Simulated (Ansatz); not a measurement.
From the elastic tensor of Pt to moduli and sound speeds

Level of theory: DFT PBEsol, scalar-relativistic, plane waves, PAW in Ansatz 0.2.0. Settings: 420 eV plane-wave cutoff, Γ-centred 20×20×20 mesh, Fermi-Dirac smearing of 0.15 eV. No spin polarisation.

The structure is cubic, space group Fm-3m (No. 225). The conventional cell has a = 3.922 Å, b = 3.922 Å, c = 3.922 Å, α = 90.00°, β = 90.00°, γ = 90.00°. Around Pt (site symmetry m-3m) lie 12 Pt at 2.77 Å.

In a metal, frequencies and elastic constants depend on the k mesh and the smearing, soft modes and shear constants most. Spin–orbit coupling is left out, which can shift energies with elements as heavy as these.

Relaxed-ion constants (GPa, on the Cartesian axes of the calculation):
C11 = 355.6, C12 = 247.3, C13 = 247.3, C22 = 355.6, C23 = 247.3, C33 = 355.6, C44 = 93.0, C55 = 93.0, C66 = 93.0 GPa; the others vanish.

Density 21.482 g/cm³; 1 atom in 15.08 Å³.

The values that follow are for a polycrystal of randomly turned grains, by Hill's mean where one number stands.

With S = C⁻¹: B_V = (C11+C22+C33+2(C12+C13+C23))/9, G_V = (C11+C22+C33−C12−C13−C23+3(C44+C55+C66))/15, 1/B_R = S11+S22+S33+2(S12+S13+S23), 15/G_R = 4(S11+S22+S33−S12−S13−S23)+3(S44+S55+S66); Hill is their mean. Then v_l = √((B+4G/3)/ρ), v_t = √(G/ρ), v_m = [(2/v_t³+1/v_l³)/3]^(−1/3) and Θ = (ħ/k_B)·v_m·(6π²n/V)^(1/3) for n atoms in the volume V; E = 9BG/(3B+G), ν = (3B−2G)/(2(3B+G)) and A^U = 5G_V/G_R + B_V/B_R − 6.

| Quantity | Value |
| --- | --- |
| Bulk modulus, Voigt / Reuss / Hill | 283.4 / 283.4 / 283.4 GPa |
| Shear modulus, Voigt / Reuss / Hill | 77.4 / 72.3 / 74.8 GPa |
| Young's modulus | 206 GPa |
| Poisson ratio | 0.379 |
| Pugh ratio B/G | 3.79 (over 1.75, the rule of thumb for ductile) |
| Universal anisotropy index | 0.36 |
| Longitudinal and transverse sound speeds | 4224 and 1867 m/s |
| Debye temperature from the mean sound speed | 254 K |

Cost: 1 run of about 1.3 core-minutes, on Arm Neoverse V1 (shared hosts).

Platinum resists compression far more strongly than shear: the bulk modulus is 283.4 GPa, against a Hill shear modulus of 74.8 GPa. Compression works against the overlap of extended 5d shells and the kinetic energy of the sp electrons, while shear at fixed volume meets only weak directional bonding. C12 far above C44 violates the Cauchy relation, as expected where the electron gas and many-body d bonding contribute beyond central pair forces. C44 also exceeds half of C11 − C12, so a single crystal is stiffest in tension along ⟨111⟩ and softest along ⟨100⟩.

The bulk modulus agrees well with experiment, but C44 lies clearly above the measured value, which probably carries over into the shear modulus and Debye temperature. This shear responds to d states near the Fermi level, so the electronic broadening and the missing spin-orbit coupling are both possible causes. The constants satisfy the cubic conditions for stability against small homogeneous strains, but say nothing about dislocation motion, which governs actual ductility.
